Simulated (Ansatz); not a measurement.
# How methods differ on GeSiH6O (SMILES [SiH3][O][GeH3])

GeSiH6O: 9 atoms, total charge 0, spin state singlet. As SMILES, `[SiH3][O][GeH3]`. The coordinates come from a PBE0-D4/def2-TZVP relaxation.

Quantity: the vertical energy of the triplet above the singlet, in eV. The values are calculated.

```
             level                    kind  program  value (eV)  CPU time (all runs)
       HF/def2-SVP            Hartree–Fock   Ansatz        7.11                 13 s
    SVWN5/def2-SVP                     LDA   Ansatz        5.90                9.2 s
      PBE/def2-SVP                     GGA   Ansatz        6.02                 17 s
   r2SCAN/def2-SVP                meta-GGA   Ansatz        6.35                 34 s
    BHLYP/def2-SVP           global hybrid   Ansatz        7.03                 23 s
CAM-B3LYP/def2-SVP  range-separated hybrid   Ansatz        6.93                 25 s
    HSE06/def2-SVP  range-separated hybrid   Ansatz        6.53                 23 s
   B2PLYP/def2-SVP           double hybrid   Ansatz        7.02                 25 s
  BCCD(T)/def2-SVP   coupled cluster or CI   Ansatz        7.22              2.2 min
     CCSD/def2-SVP   coupled cluster or CI   Ansatz        7.33                 75 s
```

All-electron rows without a relativistic Hamiltonian named are non-relativistic. The values span 5.90 to 7.33 eV. A triplet this far above the singlet is often a Rydberg-like or dissociative state; sets without diffuse functions put Rydberg states too high. In the correlated wave-function rows the outer d shell of Ge is correlated, in sets not made for it. CPU times are rough (shared hosts, several kinds of processor): they show what a rung costs within a factor of a few.

Every method places the triplet well above the closed-shell singlet at this geometry, as expected for a saturated molecule with no low-lying π* orbital. Exciting an electron means taking it from an oxygen lone pair or a σ-bonding orbital into a σ* or diffuse orbital. The heavier, more weakly bound germanium side probably takes a large part in this, though the energies alone cannot locate the excitation.

The three semilocal functionals give the lowest gaps, from 5.90 to 6.35 eV, and HSE06 lies only slightly higher. The other hybrids and the double hybrid come closer to coupled cluster, perhaps because a larger share of exact exchange stabilises the spread-out triplet density less. Hartree–Fock still falls below both coupled-cluster values, so exchange alone does not settle the gap.

Because the excitation is vertical, its size says nothing about how strong the Si–O or Ge–O bond is: the triplet could fall steeply in energy as one of them stretches.
